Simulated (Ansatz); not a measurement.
Al: pressure and energy less free atoms against volume per atom

All results are calculated (Ansatz 0.2.0). Periodic Kohn-Sham DFT of a crystal at fixed atoms; pressure and stress are positive in compression; the energy is the free energy less that of spherical unpolarised free atoms; site moments are those in the method's own spheres, positive along +z.

Cell of the first row (space group Fm-3m, No. 225):
```
CELL_PARAMETERS angstrom
0.00000 1.98270 1.98270
1.98270 0.00000 1.98270
1.98270 1.98270 0.00000
ATOMIC_POSITIONS crystal
Al 0.00000 0.00000 0.00000
```

Settings of every row: method all-electron LAPW; functional PBEsol; relativity scalar; k mesh 14x14x14; filling fermi-dirac; smearing width 0.05 eV; basis error target 1 meV/atom; nucleus gaussian.

Atom start moment: 0 on all atoms.

```
row  volume per atom (Å³)  pressure (GPa)  energy less free atoms (eV/atom)
  1                15.588           3.063                           -4.0793
  2                15.919           1.153                           -4.0836
  3                16.251          -0.561                           -4.0842
  4                16.417               ?                                 ?
  5                16.582          -2.097                           -4.0814
  6                16.748          -2.801                           -4.0788
  7                16.914          -3.462                           -4.0756
  8                17.246           -4.66                           -4.0671
  9                17.577          -5.709                           -4.0564
```

Question: what pressure and energy less free atoms should row 4 give?

Worked fit of pressure. Take u = (V_r/V)^(2/3) − 1 with V_r = 16.665 Å³ an atom, which is twice the finite (Eulerian) strain; such expansions in the strain, on which the Birch-Murnaghan equation of state is built, carry the rest volume and the bulk modulus. The shown rows have u = 0.04555, 0.031, 0.01691, 0.00333, -0.00331, -0.00984, -0.02259, -0.0349. Least squares give pressure = −2.4529 + 105.878 × u + 349.32 × u² − 338 × u³ GPa; a parabola predicts inner rows, each left out in turn, worse (root mean square 0.0063 against 0.0035 GPa). The rows lie off it by 0.000, -0.002, 0.003, -0.001, -0.001, -0.001, 0.003, -0.001. The pressure vanishes at u = 0.0217, or V = 16.14 Å³ an atom, and there the bulk modulus at fixed shape and fractions is B = −V dP/dV = (2/3)(1 + u) dP/du = 82.1 GPa. The withheld row has u = 0.01005, so the fit gives −2.4529 + 105.878 × (0.01005) + 349.32 × (0.01005)² − 338 × (0.01005)³ = -1.354 GPa.

The calculation gave -1.351 GPa. The fit lies 0.003 GPa (0.034 % of the column's range) below it; its largest miss of a shown row is 0.003 GPa.

Worked fit of energy less free atoms. Take u = (V_r/V)^(2/3) − 1 with V_r = 16.665 Å³ an atom, which is twice the finite (Eulerian) strain; such expansions in the strain, on which the Birch-Murnaghan equation of state is built, carry the rest volume and the bulk modulus. The shown rows have u = 0.04555, 0.031, 0.01691, 0.00333, -0.00331, -0.00984, -0.02259, -0.0349. Least squares give energy less free atoms = −4.08019 − 0.384 × u + 8.682 × u² + 4.1 × u³ eV/atom; a parabola predicts inner rows, each left out in turn, worse (root mean square 7.4e-05 against 4.3e-05 eV/atom). All shown rows lie on it to the printed digit. Its lowest point lies at u = 0.0218, or V = 16.14 Å³ an atom, and the curvature there gives the bulk modulus at fixed shape and fractions, B = (4/9)(1 + u)² E″(u)/V = 82.5 GPa. The withheld row has u = 0.01005, so the fit gives −4.08019 − 0.384 × (0.01005) + 8.682 × (0.01005)² + 4.1 × (0.01005)³ = -4.0832 eV/atom.

The calculation gave -4.0832 eV/atom. The fit meets it to the printed digit.
